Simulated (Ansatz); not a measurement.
## A small benchmark: dipole moment

6 molecules of light elements (H to F); the dipole moment in D, computed less measured. Shapes, held fixed at every level: PBE0-D4/def2-TZVP. No vibrational averaging. Dipoles are compared by magnitude; molecules under 1 D, whose direction can flip, are left out. Programs: Ansatz 0.2.0. Measured values: NIST CCCBDB.

Levels: A = PBE-D4/def2-TZVPP; B = PBE0/def2-SVP; C = wB97M-V/def2-TZVPP.

| molecule | measured | A | B | C |
| --- | --- | --- | --- | --- |
| HCN (hydrogen cyanide) | 2.98 | -0.06 | -0.09 | +0.06 |
| H2O (water) | 1.85 | +0.04 | +0.15 | +0.09 |
| CH3F (fluoromethane) | 1.85 | -0.18 | -0.04 | -0.07 |
| C2F3N (cyanotrifluoromethane) | 1.33 | +0.15 | -0.05 | +0.07 |
| CH4O (methanol) | 1.70 | -0.14 | -0.03 | -0.06 |
| C4H5N (pyrrole) | 1.84 | +0.09 | +0.19 | +0.11 |

(1) Which level does best on this set, which worst, and which err to one side?

Answers

(1) 
| level | kind | mean error | mean absolute error | worst case |
| --- | --- | --- | --- | --- |
| PBE-D4/def2-TZVPP | GGA | -0.017 | 0.110 | CH3F |
| PBE0/def2-SVP | global hybrid | +0.022 | 0.092 | C4H5N |
| wB97M-V/def2-TZVPP | range-separated hybrid | +0.033 | 0.077 | C4H5N |

On this set wB97M-V/def2-TZVPP has the smallest mean absolute error and PBE-D4/def2-TZVPP the largest. Without CH3F the largest would be that of PBE0/def2-SVP. PBE0/def2-SVP is too low in 4 of 6; wB97M-V/def2-TZVPP is too high in 4 of 6. The tabulated values of C2F3N, C4H5N are in doubt (older tables, estimates, or at odds with other calculations) and kept here. Over the 4 molecules whose values aren't doubted the mean absolute errors are A 0.105; B 0.077; C 0.070. The smallest two are near a tie. The largest two are near a tie. The set is small.

The clearest pattern lies between the two levels that share a basis: PBE gives a smaller dipole than wB97M-V for every molecule except cyanotrifluoromethane. This comparison doesn't depend on the measured values. Semilocal exchange probably lets too much charge flow back from the electronegative atom, making polar bonds less ionic, and exact exchange counters this. In fluoromethane the error shrinks from -0.18 to -0.07 D.

The exception fits the same picture. In cyanotrifluoromethane the moments of the CF3 and CN groups oppose each other, so weakening both can raise the net dipole if the CF3 contribution falls more. A good net dipole therefore needn't mean a good charge distribution.

PBE0 with the small basis overshoots for water yet falls short for HCN, so its modest average error partly reflects errors of opposite sign across the set. Because its basis differs along with its functional, its place in the ranking says little about PBE0 itself.
